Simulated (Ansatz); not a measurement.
# Tension, energy and conductance of a linear Ag chain at 0.88 to 1.30 of its relaxed period, with LDA and PBE

Silver has a filled 4d shell and one 5s electron, so a single row of Ag atoms is held together mainly by a half-filled s band. Such a row is the simplest model of the last stage of a silver contact being pulled apart, where a device group needs to know what force the wire bears and whether strain alters its current. We calculate a free-standing, evenly spaced chain with LDA and PBE. Stretch is measured against the relaxed period of the same functional, and energy per atom against the energy at that period. Tension is positive when the chain pulls inwards. Conductance is the ballistic value of the perfect chain, without contacts or defects.

## Calculations

A free-standing linear chain of Ag. Its period was relaxed at each level, then set to fixed multiples of the relaxed value; one atom a cell, so the chain cannot pair up or buckle. Plane-wave density functional theory with Ansatz 0.2.0, PAW datasets, scalar-relativistic unless a column says otherwise. The chain runs along z in a box of 7.5 x 7.5 angstrom across, with one k point across; along the chain the number of k points times the cell length is 80 to 83 angstrom. Fermi-Dirac occupations of width 0.05 eV. Wave cutoff 420 eV (LDA), 420 eV (PBE). Collinear spin, each period started afresh from the same moments. Channels by layer matching. Energies are values extrapolated to zero smearing; small differences can differ up to twofold from those of the free energies. The same in all rows: ballistic conductance of the perfect chain at 300 K, both spins, G0 = 2e^2/h: 1.00 G₀.

Notes on method and selection:

- Every run starts from one magnetic guess, so a lower magnetic state may exist.
- Free-standing monatomic chains are model structures; they are stationary only within the symmetry and cell that were kept, and some have two minima in the period.
- The conductance is the ballistic Landauer value of the perfect chain, averaged with the Fermi function at 300 K, both spins; it is a whole or half number of G0 unless a band edge lies within about 0.1 eV of the Fermi level, where it follows the smearing and the mesh.
- A uniformly stretched chain past the largest tension is unstable to breaking at one bond.
- Runs whose transmission exceeds the number of channels of the lead are not listed.
- Runs that did not converge, have known faults or may not be shown are not listed, and runs on Ansatz's PAW sets soft_1 and soft_2 are kept to separate tables.

Columns:

- stretch ratio: period over the relaxed period at the same level.
- bond (Å): nearest-neighbour distance.
- tension (nN): tension along the chain from the stress times the box cross-section, positive when the chain pulls inwards.
- energy (eV/atom): energy per atom over that at the relaxed period, same level and start.

## Numbers

| member | level | stretch ratio | bond (Å) | tension (nN) | energy (eV/atom) |
| --- | --- | --- | --- | --- | --- |
| ratio 0.88 | LDA | 0.88 | 2.239 | −6.54 | 0.487 |
| ratio 0.92 | LDA | 0.92 | 2.341 | −3.34 | 0.180 |
| ratio 0.96 | LDA | 0.96 | 2.442 | −1.30 | 0.037 |
| ratio 1 | LDA | 1.00 | 2.544 | −0.02 | 0.000 |
| ratio 1.04 | LDA | 1.04 | 2.646 | ? | ? |
| ratio 1.08 | LDA | 1.08 | 2.748 | 1.23 | 0.089 |
| ratio 1.13 | LDA | 1.13 | 2.875 | 1.51 | 0.202 |
| ratio 1.2 | LDA | 1.20 | 3.053 | 1.61 | 0.378 |
| ratio 1.3 | LDA | 1.30 | 3.307 | 1.49 | 0.626 |
| ratio 0.88 | PBE | 0.88 | 2.335 | −4.78 | 0.371 |
| ratio 0.92 | PBE | 0.92 | 2.441 | ? | ? |
| ratio 0.96 | PBE | 0.96 | 2.547 | −0.95 | 0.030 |
| ratio 1 | PBE | 1.00 | 2.653 | −0.02 | 0.000 |
| ratio 1.04 | PBE | 1.04 | 2.759 | 0.55 | 0.019 |
| ratio 1.08 | PBE | 1.08 | 2.865 | 0.88 | 0.069 |
| ratio 1.13 | PBE | 1.13 | 2.998 | 1.10 | 0.152 |
| ratio 1.2 | PBE | 1.20 | 3.184 | 1.18 | 0.284 |
| ratio 1.3 | PBE | 1.30 | 3.449 | 1.09 | 0.475 |

Cells marked ? are withheld until the estimate has been made.

## What drives the series

The chain resists compression far more strongly than extension. With PBE the tension is −4.78 nN at ratio 0.88 but only 1.10 nN at 1.13, and the energy costs are 0.371 and 0.152 eV/atom. Between ratios 0.96 and 1.00 the tension rises by 0.93 / 0.106 = 8.8 nN/Å; between 1.13 and 1.20 it rises by only 0.08 / 0.186 = 0.43 nN/Å. Theory gives the reason: the repulsion between filled shells and the kinetic energy of the squeezed s electrons grow steeply at short distance, while the s–s overlap that binds the chain fades more slowly as the bond lengthens.

Among the listed periods the tension is largest at ratio 1.20 with both functionals, 1.61 nN (LDA) and 1.18 nN (PBE), and is lower at 1.30. The energy still rises there, because the chain still pulls inwards. Past the largest tension an even chain is unstable to breaking at one bond; the one-atom cell prevents this, so the rows at 1.30 do not describe a wire that would survive.

Tension is the slope of energy with length, and the two columns agree. From 1.13 to 1.20 with PBE the slope is 0.132 / 0.186 = 0.710 eV/Å, or, as 1 eV/Å is 1.6 nN, 0.710 × 1.6 = 1.14 nN, between the tabulated 1.10 and 1.18 nN.

LDA binds more strongly than PBE, with a relaxed bond of 2.544 Å against 2.653 Å, and, away from the relaxed period, gives larger forces at equal stretch ratio.

The conductance stays at 1.00 G₀ throughout. One s electron per atom half fills one band for each spin; stretching narrows that band but leaves its filling unchanged, so one channel per spin remains open. A real contact can conduct less through scattering at its ends, or if the atoms pair up.

## Blind estimate

Plain estimates from the members shown:

- ratio 0.92 (PBE), straight-line interpolation between ratio 0.88 and ratio 0.96: w = (0.92 − 0.88) / (0.96 − 0.88) = 0.500, so −4.78 + 0.500 × (−0.95 − (−4.78)) = −2.86 nN
- ratio 0.92 (PBE), from its own LDA value plus the mean shift PBE − LDA over the other 7 members (+0.07, standard deviation 0.74): −3.34 + 0.07 = −3.27 nN
- ratio 1.04 (LDA), straight-line interpolation between ratio 1 and ratio 1.08: w = (1.04 − 1.00) / (1.08 − 1.00) = 0.500, so −0.02 + 0.500 × (1.23 − (−0.02)) = 0.60 nN
- ratio 1.04 (LDA), from its own PBE value plus the mean shift LDA − PBE over the other 7 members (−0.07, standard deviation 0.74): 0.55 − 0.07 = 0.48 nN

Straight-line interpolation ignores the curvature. Tried on the known LDA value at ratio 0.92, it gives (−6.54 − 1.30) / 2 = −3.92 nN against −3.34 nN. A constant shift between functionals also fails, because their difference changes sign with the tension.

A constant factor works much better. At equal stretch ratio the two functionals give curves of nearly the same shape, with PBE the weaker. The quotient PBE/LDA is 0.731, 0.731, 0.715, 0.728, 0.733 and 0.732 at ratios 0.88, 0.96, 1.08, 1.13, 1.20 and 1.30. The mean is 0.728 and the standard deviation 0.007. Ratio 1.00 is left out because both tensions there are almost zero.

As a trial, the other five quotients average 0.731 and predict 1.23 × 0.731 = 0.90 nN for PBE at ratio 1.08, where the table has 0.88 nN.

For PBE at ratio 0.92 the factor gives −3.34 × 0.728 = −2.43 nN. The scatter of the quotient contributes 3.34 × 0.007 = 0.02 nN.

For LDA at ratio 1.04 it gives 0.55 / 0.728 = 0.76 nN. The scatter of the quotient alone would allow about 0.01 nN, but at small tensions rounding and the residual stress of −0.02 nN at the relaxed period also count. We therefore take 0.02 nN, the size of the miss in the trial at the neighbouring ratio 1.08.

**Committed estimate, ratio 0.92 (PBE): tension = −2.43 ± 0.02 nN.**  
**Committed estimate, ratio 1.04 (LDA): tension = 0.76 ± 0.02 nN.**

## Result

| member | level | stretch ratio | bond (Å) | tension (nN) | energy (eV/atom) |
| --- | --- | --- | --- | --- | --- |
| ratio 1.04 | LDA | 1.04 | 2.646 | 0.77 | 0.026 |
| ratio 0.92 | PBE | 0.92 | 2.441 | −2.44 | 0.138 |

| member | estimate | tension (nN) | computed | estimate − computed | miss in error bars |
| --- | --- | --- | --- | --- | --- |
| ratio 0.92 (PBE) | committed | −2.43 | −2.44 | +0.01 | 0.5 |
| ratio 0.92 (PBE) | interpolation | −2.86 | −2.44 | −0.42 |  |
| ratio 0.92 (PBE) | shift from LDA | −3.27 | −2.44 | −0.83 |  |
| ratio 1.04 (LDA) | committed | 0.76 | 0.77 | −0.01 | 0.5 |
| ratio 1.04 (LDA) | interpolation | 0.60 | 0.77 | −0.17 |  |
| ratio 1.04 (LDA) | shift from PBE | 0.48 | 0.77 | −0.29 |  |

Both estimates fall inside their error bars, each missing by 0.01 nN against an allowed 0.02 nN. They are far closer than the plain estimates: interpolation misses by 0.42 nN at ratio 0.92 (PBE) and 0.17 nN at 1.04 (LDA), and the constant shift by 0.83 and 0.29 nN. As both estimates use the same factor between the functionals, they are not two independent successes.

The constant factor held on both sides of the relaxed period. Interpolation came out too low both times because the chain softens as it lengthens, so a straight line between two periods runs below the computed tension. With LDA the slope falls from 0.79 / 0.102 = 7.7 nN/Å between ratios 1.00 and 1.04 to 0.46 / 0.102 = 4.5 nN/Å between 1.04 and 1.08. This fits a repulsion that dies away faster than the s–s bonding, but the result tests the shape of the curve and not its orbital origin.

## Outliers

No row stands out. Leaving aside ratio 1.00, where both tensions are nearly zero, the quotient PBE/LDA runs only from 0.714 at ratio 1.04 to 0.733 at 1.20. The lowest values, at 1.04 and 1.08, differ from the rest by 0.01 to 0.02 nN in tension, too little to call for a physical cause.

## What to take away

Between ratios 0.88 and 1.30, the PBE tension of this chain is about 0.73 times the LDA tension at the same ratio, to within about 2 %, except close to zero tension. Other metals are not tested here.

For practice, the stiffness of one bond, taken between ratios 0.96 and 1.04, is 1.50 / 0.212 = 7.1 nN/Å with PBE, or 71 N/m, and 2.07 / 0.204 = 10.1 nN/Å with LDA, or 101 N/m. Ten such bonds in series would have a tenth of that, about 7 N/m with PBE. The choice of functional thus changes the stiffness by a factor of 10.1 / 7.1 = 1.42, and the largest listed tension by a factor of 1.61 / 1.18 = 1.36.

The constant conductance belongs to the even, perfect chain. Opening of one bond in an overstretched chain would take away nearly the whole 1 G₀.
